# Photon propagator in axial and temporal gauges

## Conventions and premises

Units are $\hbar=c=1$ with Heaviside–Lorentz charges, so $\nabla\cdot\mathbf E=\rho$. The metric is $g=\mathrm{diag}(1,-1,-1,-1)$. The premises are:

1. $\mathcal L=-\tfrac14F_{\mu\nu}F^{\mu\nu}-J^\mu A_\mu$ with a conserved current, $\partial_\mu J^\mu=0$.
2. The propagator is $\langle T A_\mu(x)A_\nu(y)\rangle=\int\frac{d^4k}{(2\pi)^4}e^{-ik\cdot(x-y)}D_{\mu\nu}(k)$, and $J(k)=\int d^4x\,e^{ik\cdot x}J(x)$.
3. Physical photons start and end in the vacuum, which selects $k^2\to k^2+i0$.
4. The gauge condition is $n\cdot A=0$ with a constant vector $n$: temporal for $n^2>0$, light-cone for $n^2=0$, spatial axial for $n^2<0$.

## Step 1: gauge fixing

Under $A_\mu\to A_\mu+\partial_\mu\chi$ the function $n\cdot A$ changes by $n\cdot\partial\chi$. The Faddeev–Popov determinant $\det(n\cdot\partial)$ contains no field and cancels in normalised expectation values. Impose $n\cdot A=f$ and average over $f$ with weight $\exp(-\frac{i}{2\lambda}\int f^2)$. This adds $-\frac1{2\lambda}(n\cdot A)^2$ to $\mathcal L$, and $\lambda\to0$ returns the strict condition. After one integration by parts, $-\tfrac14F^2\to\tfrac12A_\mu(g^{\mu\nu}\partial^2-\partial^\mu\partial^\nu)A_\nu$. With $\partial_\mu\to-ik_\mu$ the quadratic action has the kernel

$$K^{\mu\nu}=-k^2g^{\mu\nu}+k^\mu k^\nu-\frac{n^\mu n^\nu}{\lambda},\qquad K^{\mu\nu}D_{\nu\rho}=i\,\delta^\mu_\rho. \tag{1}$$

The second relation is the Gaussian rule: for weight $e^{\frac i2AKA}$ the two-point function is $iK^{-1}$.

## Step 2: inversion

The symmetric tensors available are $g$, $kk$, $nn$ and $nk+kn$, so write $D=-iM/k^2$ with

$$M_{\nu\rho}=g_{\nu\rho}+\alpha_1(n_\nu k_\rho+k_\nu n_\rho)+\alpha_2k_\nu k_\rho+\alpha_3n_\nu n_\rho .$$

Equation (1) demands $KM=-k^2\delta$. The Maxwell part of $K$ annihilates $k_\nu$ and maps $n_\nu$ to $-k^2n^\mu+(n\cdot k)k^\mu$. The $\delta^\mu_\rho$ terms match at once, and the other four structures must vanish:

- $k^\mu k_\rho$: $1+\alpha_1\,n\cdot k=0$.
- $k^\mu n_\rho$: $\alpha_3\,n\cdot k=0$.
- $n^\mu n_\rho$: $-\alpha_3k^2-(1+\alpha_1\,n\cdot k+\alpha_3n^2)/\lambda=0$, which the first two already imply.
- $n^\mu k_\rho$: $-\alpha_1k^2-(\alpha_1n^2+\alpha_2\,n\cdot k)/\lambda=0$.

For $n\cdot k\neq0$ this gives $\alpha_1=-1/(n\cdot k)$, $\alpha_3=0$, $\alpha_2=(n^2+\lambda k^2)/(n\cdot k)^2$. Taking $\lambda\to0$ and using premise 3,

$$\boxed{D_{\mu\nu}(k)=\frac{-i}{k^2+i0}\left[g_{\mu\nu}-\frac{n_\mu k_\nu+k_\mu n_\nu}{n\cdot k}+\frac{n^2k_\mu k_\nu}{(n\cdot k)^2}\right]} \tag{2}$$

## Step 3: what (2) says

**Gauge condition.** $n^\mu M_{\mu\nu}=n_\nu-n^2k_\nu/(n\cdot k)-n_\nu+n^2k_\nu/(n\cdot k)=0$.

**Two polarisations.** Direct contraction gives $k^\mu M_{\mu\nu}=-k^2[n_\nu/(n\cdot k)-n^2k_\nu/(n\cdot k)^2]$ and $M^\mu{}_\mu=2+n^2k^2/(n\cdot k)^2$. On the pole $k^2=0$, $M$ annihilates both $n$ and $k$. Their plane has Gram determinant $-(n\cdot k)^2<0$, so its orthogonal complement is spacelike, and there $M=g$. Hence $-M$ on the pole is a sum over two polarisation vectors of positive norm.

**Relation to Feynman gauge.** The choice $\chi=-(n\cdot\partial)^{-1}n\cdot A$ takes any field to the axial gauge. In momentum space it acts as $R_\mu{}^\nu=\delta_\mu^\nu-k_\mu n^\nu/(n\cdot k)$, and $R\,g\,R^{\mathsf T}=M$. Every term added to $g_{\mu\nu}$ carries $k_\mu$ or $k_\nu$, so between conserved currents (2) equals $-ig_{\mu\nu}/(k^2+i0)$.

**Spurious pole.** Transformations with $n\cdot\partial\chi=0$ respect the gauge condition. They live at $n\cdot k=0$, where (2) is singular. The $i0$ of premise 3 does not say how to treat this pole.

For $n=(0,0,0,1)$ one finds $D_{00}=-i(1-k_0^2/k_z^2)/(k^2+i0)$, which at $k_0=0$ is $i/\mathbf k^2$: static charges couple to $A_0$ directly. The temporal gauge has no such channel.

## Step 4: temporal gauge

Set $n=(1,0,0,0)$, so $n\cdot k=k_0$ and $n^2=1$. Then $D_{0\mu}=0$, and with $g_{ij}=-\delta_{ij}$

$$D_{ij}=\frac{i}{k^2+i0}\left[\delta_{ij}-\frac{k_ik_j}{k_0^2}\right].$$

Split with $P^L_{ij}=k_ik_j/\mathbf k^2$ and $P^T=1-P^L$. The bracket is $P^T+P^L(1-\mathbf k^2/k_0^2)=P^T+P^Lk^2/k_0^2$. The factor $k^2$ cancels the photon pole in the longitudinal term:

$$\boxed{D_{ij}=\frac{i}{k^2+i0}\left(\delta_{ij}-\frac{k_ik_j}{\mathbf k^2}\right)+\frac{i\,k_ik_j}{\mathbf k^2\,k_0^2}} \tag{3}$$

For a c-number source the coupling is $+\mathbf J\cdot\mathbf A$, and Wick's theorem gives $e^{iW}=\exp[-\tfrac12\int\frac{d^4k}{(2\pi)^4}J_i^*D_{ij}J_j]$. Continuity reads $\mathbf k\cdot\mathbf J=k_0\rho$, so $k_0^2$ cancels in the longitudinal term:

$$W_L=-\frac12\int\frac{d^4k}{(2\pi)^4}\frac{|\rho(k)|^2}{\mathbf k^2}=-\int dt\,U_C,\qquad U_C=\frac12\iint\frac{\rho(\mathbf x,t)\rho(\mathbf y,t)}{4\pi|\mathbf x-\mathbf y|}\,d^3x\,d^3y. \tag{4}$$

Here Parseval's theorem in time and the transform $1/\mathbf k^2\leftrightarrow1/4\pi r$ were used. Since $e^{iW}=e^{-iUT}$ for a stationary energy $U$ over a time $T$, like charges repel. The cancellation is safe only for $k_0\neq0$. A charge at rest has $\mathbf J=0$ and all its weight at $k_0=0$, so (3) alone gives it $0/0$. The next two steps resolve this.

## Step 5: canonical meaning of $1/k_0^2$

With $A_0=0$, $\mathbf E=-\dot{\mathbf A}$, the momentum conjugate to $\mathbf A$ is $-\mathbf E$, and

$$H=\int d^3x\left[\tfrac12(\mathbf E^2+\mathbf B^2)-\mathbf J\cdot\mathbf A\right],\qquad[A_i(\mathbf x),E_j(\mathbf y)]=-i\delta_{ij}\delta^3(\mathbf x-\mathbf y).$$

Expand $\mathbf A$ in real orthonormal modes. Transverse modes are oscillators of frequency $|\mathbf k|$, and their ground state gives the first term of (3). Longitudinal modes have $\mathbf B=0$, so each is a free particle of unit mass: $Q(t)=Q+Pt$, $[Q,P]=i$, $[Q(t),Q(t')]=i(t'-t)$. Writing the time-ordered product as half the anticommutator plus $\tfrac12\mathrm{sgn}(t-t')$ times the commutator,

$$G(t,t')=\langle TQ(t)Q(t')\rangle=-\frac i2|t-t'|+a+b\,(t+t')+c\,tt', \tag{5}$$

with $a=\langle Q^2\rangle$, $b=\tfrac12\langle QP+PQ\rangle$, $c=\langle P^2\rangle$. Every such $G$ solves $-\partial_t^2G=i\delta(t-t')$, the time form of $k_0^2G=i$. The first term is the principal-value prescription: $-\frac i2|t|e^{-\epsilon|t|}$ has the transform $\frac i2[(k_0+i\epsilon)^{-2}+(k_0-i\epsilon)^{-2}]$. The ambiguity at $k_0=0$ is thus the choice of state for the longitudinal modes.

Hamilton's equations give $\dot{\mathbf E}=\nabla\times\mathbf B-\mathbf J$ but not Gauss's law, which came from varying $A_0$. The divergence and continuity show that $\mathcal G=\nabla\cdot\mathbf E-\rho$ is constant in time. $\mathcal G$ cannot vanish as an operator, because $\nabla\cdot\mathbf E$ fails to commute with $\mathbf A$. It can be imposed on states, $\mathcal G|\Psi\rangle=0$, and then holds at all times.

Without charges this means $P|\Psi_0\rangle=0$ for each longitudinal mode, a wave function constant in $Q$ and not normalisable. Regulate it as $e^{-Q^2/4s^2}$: then $a=s^2$, $b=0$, $c=1/4s^2$, and $s\to\infty$ sends $c\to0$, $a\to\infty$.

## Step 6: Gauss's law gives the Coulomb energy

On wave functionals $E_j=i\,\delta/\delta A_j$. Let $\mathbf E_{\rm cl}(t)=-\nabla\phi$ with $-\nabla^2\phi=\rho(t)$ be the instantaneous electrostatic field. Then

$$\Psi_\rho[\mathbf A]=\exp\Big(-i\int\mathbf E_{\rm cl}\cdot\mathbf A\,d^3x\Big)\Psi_0[\mathbf A] \tag{6}$$

obeys $\nabla\cdot\mathbf E\,\Psi_\rho=\rho\,\Psi_\rho$, because differentiating the exponent returns $\mathbf E_{\rm cl}$. In the amplitude from $t_i$ to $t_f$, the factor of the ket and the conjugate factor of the bra have the form of the source term $\exp(i\int\mathbf J\cdot\mathbf A)$. The amplitude is therefore an expectation value in $\Psi_0$ with the current

$$\mathbf J^{\rm eff}=\mathbf J\,\theta(t-t_i)\theta(t_f-t)-\mathbf E_{\rm cl}(t_i)\,\delta(t-t_i)+\mathbf E_{\rm cl}(t_f)\,\delta(t-t_f). \tag{7}$$

Define $\boldsymbol{\mathcal E}(t)=\mathbf E_{\rm cl}(t)\,\theta(t-t_i)\theta(t_f-t)$. The fields $\mathbf J_L$ and $-\dot{\mathbf E}_{\rm cl}$ are both curl-free with divergence $-\dot\rho$, so they are equal, and $\mathbf J^{\rm eff}_L=-\partial_t\boldsymbol{\mathcal E}$ including the two impulses. $\boldsymbol{\mathcal E}$ vanishes outside $[t_i,t_f]$, so integration by parts in $t$ and $t'$ leaves no surface terms. From (5), $\partial_t\partial_{t'}G=i\delta(t-t')+c$. Taking the same $s$ for every mode,

$$iW_L=-\frac12\iint dt\,dt'\!\int d^3x\;\mathbf J^{\rm eff}_L(t)\cdot\mathbf J^{\rm eff}_L(t')\,G=-i\int_{t_i}^{t_f}\!dt\int\tfrac12\mathbf E_{\rm cl}^2\,d^3x-\frac c2\int d^3x\Big(\int dt\,\boldsymbol{\mathcal E}\Big)^2. \tag{8}$$

The constants $a$ and $b$ have dropped out before the limit, and the last term vanishes as $s\to\infty$. Since $\int\tfrac12\mathbf E_{\rm cl}^2=\tfrac12\int\rho\phi=U_C$, equation (4) holds for all charges, static ones included. For quantised matter the same energy follows from $H$: $\mathcal G$ commutes with $H$, and on physical states $\mathbf E_L(\mathbf k)=-i\mathbf k\rho(\mathbf k)/\mathbf k^2$ turns $\tfrac12\int\mathbf E_L^2$ into $U_C$ built from the operator $\rho$.

## Step 7: the capacitor, $\mathbf A=-\mathbf Et$

For static charges $\mathbf J=0$, and only the impulses in (7) act. The mean field is $\langle\mathbf A(t)\rangle=i\int dt'\,G\,\mathbf J^{\rm eff}$. The term $a$ drops out because $\int dt\,\mathbf J^{\rm eff}=0$, and $b=c=0$. With $t_f=-t_i=\tau$,

$$\langle\mathbf A(t)\rangle=-\tfrac12\mathbf E_{\rm cl}\big(|t+\tau|-|t-\tau|\big)=-\mathbf E_{\rm cl}\,t\qquad(|t|<\tau). \tag{9}$$

Another time origin adds a constant gradient, which is the residual gauge freedom. Take plates with $\rho=\sigma[\delta(z)-\delta(z-d)]$. Per unit area $|\rho(k_z)|^2=2\sigma^2(1-\cos k_zd)$, and (4) gives

$$\frac{U_C}{S}=\frac12\int\frac{dk_z}{2\pi}\frac{2\sigma^2(1-\cos k_zd)}{k_z^2}=\frac{\sigma^2d}{2},$$

using $\int_{-\infty}^\infty(1-\cos kd)\,dk/k^2=\pi d$. This is $\tfrac12E^2$ times the gap, with $E=\sigma$.

A test charge $q$ of mass $m$ in the gap has $H=(\mathbf p+q\mathbf Et)^2/2m$. The canonical momentum $\mathbf p$ is conserved and the kinetic momentum grows as $q\mathbf Et$. The action term is $\int q\mathbf v\cdot\mathbf A\,dt=-[q\,\mathbf x\cdot\mathbf E\,t]+\int q\,\mathbf x\cdot\mathbf E\,dt$. The impulses of the charge's own field $\mathbf E_q$ in (7) add $[\int\mathbf E_q\cdot\mathbf A\,d^3x]=-[t\,q\phi(\mathbf x)]$. For $\phi=-\mathbf E\cdot\mathbf x$ this cancels the surface term and leaves $-\int q\phi\,dt$, the familiar scalar-potential form.

## Range of validity

- Equations (2) and (3) are the exact free propagators of the abelian theory for $n\cdot k\neq0$. At $n\cdot k=0$ a prescription is needed. Step 6 shows that amplitudes between Gauss-law states do not depend on $a$ and $b$, but do need $c=0$.
- Gauge-dependent quantities, such as the off-shell electron self-energy, do depend on $n$ and on the prescription.
- The Gaussian result (8) uses c-number sources and an abelian field. For non-abelian fields Gauss's law is nonlinear and Step 6 does not carry over.
- The propagator is that of free space. Conductors enter here only as given charge sheets; their response (image charges, altered transverse modes) is extra.
- Vacuum nonlinearity and pair creation are negligible for $eE\ll m_e^2$.

## Numerical illustration: Cu plates

Assumed inputs: two identical Cu(100) discs in vacuum, radius $r_0=50$ mm, gap $d=1.00$ mm, voltage $V=100$ V. Identical faces have no contact potential, so $E=V/d=1.00\times10^5$ V/m. SI form follows from $\sigma=\varepsilon_0E$ and $U_C=\sigma^2dS/2\varepsilon_0$.

| Quantity | Model value |
|---|---|
| area $S=\pi r_0^2$ | 78.5 cm² |
| $\sigma=\varepsilon_0E$ | 0.885 µC/m² |
| plate charge $\sigma S$ | 6.95 nC, or $4.34\times10^{10}\,e$ |
| $U_C$ | 0.348 µJ |
| $eE$ in natural units | 0.0197 eV² |
| $eE/m_e^2$ | $7.6\times10^{-14}$ |

An electron with $\mathbf p=0$ starts at rest at $t=0$ at the negative plate. It crosses in $t=\sqrt{2m_ed/eE}=0.337$ ns. By then $|\mathbf A|=Et=3.37\times10^{-5}$ V s/m, the kinetic momentum is $e|\mathbf A|=10.1$ keV and the kinetic energy $e^2\mathbf A^2/2m_e$ is 100 eV, equal to $eV$.

Sizes of neglected terms, with formulas in SI:

- Relativistic corrections are of order $eV/m_ec^2=2.0\times10^{-4}$.
- Emission of transverse photons, estimated by the free-space Larmor power $e^2\dot v^2/6\pi\varepsilon_0c^3$ over the flight, is about $4\times10^{-12}$ eV.
- The image force $e^2/16\pi\varepsilon_0x^2$ at distance $x$ from a face equals $eE$ at 60 nm and is 0.4 % of it at 1 µm. Release at 1 µm, with this force included, still gives 0.337 ns.
- The plate charge must stay fixed. With the compiled Cu(100) work function $\Phi=4.73$ eV (Patra 2017), the field lowers the barrier by $\sqrt{e^3E/4\pi\varepsilon_0}=0.012$ eV. The triangular barrier is $\Phi/eE=47.3$ µm wide, and its WKB exponent $4\sqrt{2m_e}\,\Phi^{3/2}/3\hbar eE$ is $7.0\times10^5$, so tunnelling is absent. This figure is for a smooth face. Technical Cu electrodes typically begin to emit at some tens of MV/m because protrusions raise the local field, which is still far above the field used here.
- Fringing is the largest omission. Kirchhoff's thin-disc correction, $\frac{d}{\pi r_0}[\ln(16\pi r_0/d)-1]$, is about 4 %.

The model's Coulomb energy of 0.348 µJ therefore lies about 4 % below that of thin discs of this size held at 100 V.